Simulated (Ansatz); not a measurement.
# Pressure, energy and gap of a 60-atom cell of glassy 65SnO2-35SiO2 against volume, from −10 % to +6 %, in PBE

The pressure, energy and Kohn-Sham gap of one glassy cell of 13 Sn, 7 Si and 40 O atoms are calculated with PBE at a series of fixed volumes, with the atoms relaxed at each. Volume changes and energies are counted from the relaxed cell, whose density is 4.92 g/cm³; pressure is positive under compression. The question is how stiff the glass is, how far it responds as an elastic solid, and how its gap shifts with strain. This matters for oxide coatings and transparent electronics, where films are often held under stress by their substrate. Because the cell is a single quenched sample, the numbers describe this arrangement of atoms and not an average over the glass.

## Systems and settings

One cell of 60 atoms, Si7Sn13O40 in reduced formula. Start: 60 atoms (13 Sn, 7 Si, 40 O) placed at random at 4.63 g/cm³, melted at 4000 K for 10 ps at fixed volume with the Morse and Coulomb pair potential with partial charges (Pedone, Malavasi, Menziani, Cormack and Segre, J. Phys. Chem. B 110, 11780 (2006)). Quenched from 4000 K to 300 K at 10 K/ps and fixed volume, held 10 ps at zero pressure, then minimised at fixed cell. Cell and atoms were then relaxed in DFT. From that cell the volume was scaled evenly and the atoms were relaxed again at each fixed cell. Ansatz 0.2.0: Kohn-Sham DFT with PBE, PAW potentials, plane waves to 420 eV, k-points Γ alone, no spin polarisation, no spin-orbit coupling. Occupations: fixed occupations. The cutoff and the k-mesh are held, so the number of plane waves changes with the volume. In the run that the rows count from, the cell has a density of 4.92 g/cm³, a pressure of -0.0 GPa and a spacing of 1.28 eV between highest filled and lowest empty level, and its k-points sample 9 Å along the shortest periodic direction.

Notes on method and selection:

- The gap is read on the run's k-points alone; rows whose frontier levels are partly filled show none.
- Semilocal functionals tend to put gaps under measured ones.
- In disordered cells the gap varies from sample to sample, and tail or defect states can set it.
- Cells made by classical potentials are single samples, quenched or equilibrated over picoseconds, then relaxed in DFT to a nearby minimum.
- In a glass, relaxing at another volume can switch bonds, so the points needn't lie on one elastic curve.
- All values are for 0 K, without vibrations.
- Where atoms are relaxed at each volume, a cell can fall into another minimum, and loose force tolerances leave some of the strain unrelaxed.
- Series whose pressures fit the equation of state badly weren't written up.
- Runs that did not converge, have known faults or may not be shown are not listed, and runs on Ansatz's PAW sets soft_1 and soft_2 are kept to separate tables.

Columns:

- volume change (%): change of the cell's volume from the relaxed cell, all three axes scaled alike.
- volume (Å³/atom): volume per atom.
- pressure (GPa): pressure, a third of the trace of the stress, positive under compression, without a kinetic term.
- energy (meV/atom): free energy per atom less that of the relaxed cell.
- gap (eV): Kohn-Sham gap: lowest empty less highest filled level over the k-points of the run.

## Table of results

| member | volume change (%) | volume (Å³/atom) | pressure (GPa) | energy (meV/atom) | gap (eV) |
| --- | --- | --- | --- | --- | --- |
| −10 % | −10 | 12.0453 | 12.071 | 47.280 | 1.694 |
| −6 % | −6 | 12.5806 | ? | ? | ? |
| −3 % | −3 | 12.9821 | 3.314 | 4.059 | 1.458 |
| relaxed cell | 0 | 13.3837 | −0.002 | 0.000 | 1.285 |
| +3 % | 3 | 13.7852 | −2.791 | 3.464 | 1.093 |
| +6 % | 6 | 14.1867 | −4.116 | 12.807 | 0.929 |

Cells marked ? are withheld until the estimate has been made.

Least-squares fits to the members shown, with x = volume change (%); R² and errors in the fitted variable (y, or ln y where the fit is in ln y):

| y | members | fit | R² | rms residual | leave-one-out rms | the same for the mean of the others |
| --- | --- | --- | --- | --- | --- | --- |
| pressure (GPa) | 5 | y = 0.04173 − 0.9089 x + 0.03008 x² | 1.00 | 0.23 | 1.6 | 7.2 |
| energy (meV/atom) | 5 | y = −0.2252 − 0.3645 x + 0.4369 x² | 1.00 | 0.57 | 4.1 | 22 |

## The trend and its physics

Among the rows shown, pressure falls and the gap narrows at each step to larger volume, while the energy rises on both sides of the relaxed cell. The rows at ±3 % give a bulk modulus $K = -V\,dP/dV$ of (3.314 + 2.791) / 0.06 = 102 GPa. The elastic energy $\tfrac12 K V_0 (\Delta V/V_0)^2$ is then 0.5 × 102 × 13.3837 × 0.0009 / 0.1602 = 3.8 meV/atom, where 0.1602 converts meV/Å³ to GPa. The tabulated 4.059 and 3.464 meV/atom lie on either side of it, as expected when repulsion between ions stiffens the solid on compression and bonds weaken on stretching.

At larger strains the pressure changes less than the rows near the relaxed cell would suggest. A parabola through the pressures at −3, 0 and +3 % has a slope at zero of −(3.314 + 2.791) / 6 = −1.0175 GPa per per cent and a quadratic coefficient of ((3.314 − 2.791) / 2 + 0.002) / 9 = 0.0293. It would give −0.002 + 1.0175 × 10 + 0.0293 × 100 = 13.10 GPa at −10 % and −0.002 − 1.0175 × 6 + 0.0293 × 36 = −5.05 GPa at +6 %; the calculated values are 12.071 and −4.116 GPa. Both are nearer zero. The atoms also moved several times farther in these two relaxations than at the smallest volume changes, so a likely cause is that parts of the network rearranged and relieved some of the stress. Which bonds changed, if any, is not shown in the table.

The gap goes from 0.929 eV at +6 % to 1.694 eV at −10 %. Between +3 and −3 % it opens by (1.458 − 1.093) / 6 = 0.061 eV per per cent of compression, but between −3 and −10 % by only (1.694 − 1.458) / 7 = 0.034 eV. Relative to the calculation's own zero of energy, both frontier levels rise on compression, the empty one faster. In oxides of tetravalent tin the lowest empty states are mainly Sn 5s mixed out of phase with O 2s and 2p, and shorter bonds push them up; the highest filled states are largely O 2p lone pairs, which respond less. PBE tends to put such gaps below measured ones, so the shifts are of more use than the absolute values.

## Estimating the withheld member

Plain estimates from the members shown:

- −6 %, fit at x = −6: 6.578 GPa
- −6 %, straight-line interpolation between −10 % and −3 %: w = (−6 − (−10)) / (−3 − (−10)) = 0.571, so 12.071 + 0.571 × (3.314 − 12.071) = 7.067 GPa

The straight line between −10 and −3 % gives 7.067 GPa, but it ignores the upward curvature of pressure against volume and should be too high. The energies agree: between these two rows they imply a mean pressure of (47.280 − 4.059) / (12.9821 − 12.0453) × 0.1602 = 7.39 GPa, below the midpoint of the end values, (12.071 + 3.314) / 2 = 7.69 GPa. The five-point fit has the curvature, but the soft +6 % row pulls on it, and at −3 % it gives only 0.04173 + 0.9089 × 3 + 0.03008 × 9 = 3.04 GPa, against 3.314 in the table.

The route chosen is a parabola through −10, −3 and 0 %. The slopes of its two intervals are −(12.071 − 3.314) / 7 = −1.251 and −(3.314 + 0.002) / 3 = −1.105 GPa per per cent, so the curvature term is (−1.105 + 1.251) / 10 = 0.0146. At −6 % it shifts the straight line by 0.0146 × 4 × (−3) = −0.175, giving 7.067 − 0.175 = 6.89 GPa. Tried at −3 % from the rows at −10, 0 and +3 %, the same construction gives about 3.2 GPa against 3.314.

The error of a parabola grows roughly as the product of the distances to its three points, here 4 × 3 × 6 = 72. The parabola through −3, 0 and +3 % missed by 1.03 GPa at −10 % (product 7 × 10 × 13 = 910) and by 0.94 GPa at +6 % (product 9 × 6 × 3 = 162). Scaled to 72, these misses become 1.03 × 72 / 910 = 0.08 and 0.94 × 72 / 162 = 0.42 GPa, with a root mean square of 0.30 GPa, which is taken as the error.

**Committed estimate, −6 %: pressure = 6.9 ± 0.3 GPa.**

## Result

| member | volume change (%) | volume (Å³/atom) | pressure (GPa) | energy (meV/atom) | gap (eV) |
| --- | --- | --- | --- | --- | --- |
| −6 % | −6 | 12.5806 | 6.717 | 16.366 | 1.539 |

| member | estimate | pressure (GPa) | computed | estimate − computed | miss in error bars |
| --- | --- | --- | --- | --- | --- |
| −6 % | committed | 6.900 | 6.717 | +0.183 | 0.6 |
| −6 % | fit | 6.578 | 6.717 | −0.139 |  |
| −6 % | interpolation | 7.067 | 6.717 | +0.350 |  |

The estimate of 6.9 ± 0.3 GPa holds: the calculated pressure is 6.717 GPa, 0.6 error bars lower. The straight line missed by 0.350 GPa on the high side, as expected from the curvature. The five-point fit, set aside because the +6 % row pulls on it, was indeed low, but by only 0.139 GPa, so it came slightly nearer than the chosen parabola with its 0.183.

The new row shows that the glass stiffens unevenly. Take $K = -V\,\Delta P/\Delta V$ at the middle of each interval, where the volume is 1 − 0.015 = 0.985, 1 − 0.045 = 0.955 and 1 − 0.08 = 0.92 of the relaxed one. The bulk modulus is then 0.985 × (3.314 + 0.002) / 0.03 = 109 GPa between 0 and −3 %, 0.955 × (6.717 − 3.314) / 0.03 = 108 GPa between −3 and −6 %, and 0.92 × (12.071 − 6.717) / 0.04 = 123 GPa between −6 and −10 %. Stronger repulsion at shorter distances should raise it throughout. Atomic rearrangement that relieves stress is a possible reason for the pause, since the atoms moved clearly farther at −6 % than at −3 %, but the runs at changed volume had a self-consistency threshold that was loose for stresses, and the resulting numerical error also blurs such differences.

## Departures from the trend

Least-squares fits to the whole series, with x = volume change (%); R² and errors in the fitted variable (y, or ln y where the fit is in ln y):

| y | members | fit | R² | rms residual | leave-one-out rms | the same for the mean of the others |
| --- | --- | --- | --- | --- | --- | --- |
| pressure (GPa) | 6 | y = 0.07011 − 0.9141 x + 0.02964 x² | 1.00 | 0.22 | 0.65 | 6.7 |
| energy (meV/atom) | 6 | y = −0.4953 − 0.3150 x + 0.4410 x² | 1.00 | 0.68 | 2.4 | 19 |

Largest departures from the fit to the whole series:

| member | pressure (GPa) | fit | computed − fit | in rms residuals |
| --- | --- | --- | --- | --- |
| +3 % | −2.791 | −2.405 | −0.386 | 1.8 |
| −3 % | 3.314 | 3.079 | +0.235 | 1.1 |
| +6 % | −4.116 | −4.347 | +0.231 | 1.1 |
| −10 % | 12.071 | 12.175 | −0.104 | 0.5 |

The largest departure from the fit is at +3 %, where the calculated pressure is 0.386 GPa more negative. The −3 % row lies 0.235 GPa above the fit. Both signs follow from one fault of the parabola: its slope at the relaxed cell is 0.914 GPa per per cent, against (3.314 + 2.791) / 6 = 1.0175 from the ±3 % rows themselves. It is too soft there because it also has to fit the pressures at −10 and +6 %, which are nearer zero than the ±3 % rows would suggest.

The row that physically stands apart is +6 %, although its departure from the fit is only +0.231 GPa. From +3 to +6 % the tension grows by 4.116 − 2.791 = 1.325 GPa, less than half the 2.791 − 0.002 = 2.789 GPa gained over the first 3 %. Weakening bonds alone would give a gentler decline. The likeliest reason is a local rearrangement of the network: the atoms moved several times farther than at +3 %, and the shear stresses, small at +3 %, became appreciable. The energy fits this picture. Its rise between the two rows implies a mean tension of (12.807 − 3.464) / (14.1867 − 13.7852) × 0.1602 = 3.73 GPa, above the midpoint of the end values, (2.791 + 4.116) / 2 = 3.45 GPa, as if the cell had first resisted and then yielded.

## Conclusions and limits

Within 3 % of the relaxed volume this cell behaves nearly as an elastic solid with a bulk modulus of about 102 GPa. Under even pressure its gap opens by (1.458 − 1.093) / (3.314 + 2.791) = 0.060 eV per GPa, or about 60 meV for each GPa. This coefficient should not be carried to strong compression: between −3 and −10 % the gap opens by only (1.694 − 1.458) / (12.071 − 3.314) = 0.027 eV per GPa.

In the one case tested, a pressure between calculated volumes on the compressed side was estimated to within 0.2 GPa with the curvature included, against a miss of 0.350 GPa for a straight line. Extrapolation from the ±3 % rows is much less safe, with misses of about 1 GPa at −10 % and +6 %.

Over all the rows the gap spans 1.694 − 0.929 = 0.765 eV. The usual PBE underestimate of the gap in oxides of tetravalent tin is larger than this whole effect of volume, so the absolute gaps should not be compared directly with measured ones.
